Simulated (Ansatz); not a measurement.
# MoIr4 and the effect of the functional

```
Ir Mo
1.0
     1.37422    0.79341   11.30610
    -1.37422    0.79341   11.30610
     0.00000   -1.58681   11.30610
Ir Mo
4 1
Cartesian
  0.0000 0.0000 20.3610
  0.0000 0.0000 6.7605
  0.0000 0.0000 27.1578
  0.0000 0.0000 13.5573
  0.0000 0.0000 0.0000
```

The cell comes from a database or a generator and needn't be the stable form of this composition.

Kept alike: task projected density of states; k mesh 11 × 11 × 11; occupations fermi-dirac, width 0.05 eV; no spin polarisation. Program: Ansatz, Ansatz PAW. Cutoffs run from 420 to 500 eV. The mesh is that of the run's cell of 5 atoms. No spin-orbit coupling.

| functional | pressure (GPa) |
| --- | --- |
| BLYP | 13.46 |
| LDA | -17.33 |
| PBE | -1.63 |
| PBEsol | -12.02 |
| RPBE | 2.34 |
| r2SCAN | -7.94 |
| revPBE | 1.21 |

Pressure is positive in compression, with a Pulay correction for the finite cutoff. For a metal such a mesh leaves the last digits unconverged. All rows use potentials made for PBE.

The pressure runs from -17.33 (LDA) to 13.46 GPa (BLYP). From PBE: BLYP +15.09; LDA -15.70; PBEsol -10.39; RPBE +3.97; r2SCAN -6.31; revPBE +2.84. A positive pressure means that the functional's own cell is larger than the one given, a negative one that it is smaller.

The pressures order the functionals by the volume they favour: LDA wants the smallest cell, followed by PBEsol, r2SCAN, PBE, revPBE and RPBE, with BLYP wanting the largest. This is the familiar pattern for transition metals. Gradient corrections to exchange favour inhomogeneous densities and so weaken the overbinding of LDA. PBEsol keeps that correction weak, whereas revPBE and RPBE strengthen it relative to PBE while retaining its correlation. BLYP stands apart probably because its correlation part doesn't recover the uniform electron gas, a poor starting point for itinerant d electrons.

The small residual pressure in PBE suggests that the given cell came from a relaxation with that functional or a similar one, so its near balance is no independent sign of accuracy. Strong d bonding makes Ir and Mo very stiff, and the alloy is probably similar; even the large pressures at the ends of the series would then correspond to modest changes in bond length. Ranking the functionals by accuracy would need a measured equilibrium volume for this same structure.
